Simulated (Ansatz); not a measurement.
WC: energy above lowest point against volume scale

All results are calculated (Ansatz 0.2.0). Free energy against uniform scaling of the volume at fixed shape and fractions; periodic cell, basis, potentials, k mesh and filling as listed.

The cell before it is scaled or strained (space group Fm-3m, No. 225):
```
CELL_PARAMETERS angstrom
0.00000 2.19270 2.19270
2.19270 0.00000 2.19270
2.19270 2.19270 0.00000
ATOMIC_POSITIONS crystal
W 0.00000 0.00000 0.00000
C 0.50000 0.50000 0.50000
```

Settings of every row: functional PBEsol; dispersion none; potentials all-electron LAPW; k mesh 11x11x11; k shift 0x0x0; occupations fermi dirac; smearing width 0.15 eV; spin none.

Limits: coarse k mesh, up to 40 meV an atom off; no spin-orbit coupling, which can matter with elements this heavy; the cell comes from a prototype or a list of computed structures and needn't be the stable phase.

| row | volume scale | V (Å³/atom) | energy above lowest point (meV/atom) |
| --- | --- | --- | --- |
| 1 | 0.94 | 9.91 | 15.7 |
| 2 | 0.96 | 10.121 | 2.2 |
| 3 | 0.98 | 10.332 | 0 |
| 4 | 1 | 10.542 | ? |
| 5 | 1.02 | 10.753 | 24.9 |
| 6 | 1.04 | 10.964 | 50 |
| 7 | 1.06 | 11.175 | 82.5 |

Question: what energy above lowest point should row 4 give?

Worked fit of energy above lowest point. Take u = (V_r/V)^(2/3) − 1 with V_r = 10.543 Å³ an atom, which is twice the finite (Eulerian) strain; such expansions in the strain, on which the Birch-Murnaghan equation of state is built, carry the rest volume and the bulk modulus. The shown rows have u = 0.04214, 0.02761, 0.01357, -0.01306, -0.02577, -0.03807. Least squares give energy above lowest point = 7.95 − 948.1 × u + 26687 × u² + 4190 × u³ meV/atom; a parabola predicts inner rows, each left out in turn, worse (root mean square 0.11 against 0.045 meV/atom). All shown rows lie on it to the printed digit. Its lowest point lies at u = 0.0177, or V = 10.27 Å³ an atom, and the curvature there gives the bulk modulus at fixed shape and fractions, B = (4/9)(1 + u)² E″(u)/V = 387 GPa. The withheld row has u = 6e-05, so the fit gives 7.95 − 948.1 × (6e-05) + 26687 × (6e-05)² + 4190 × (6e-05)³ = 7.9 meV/atom.

The calculation gave 7.9 meV/atom. The fit meets it to the printed digit.
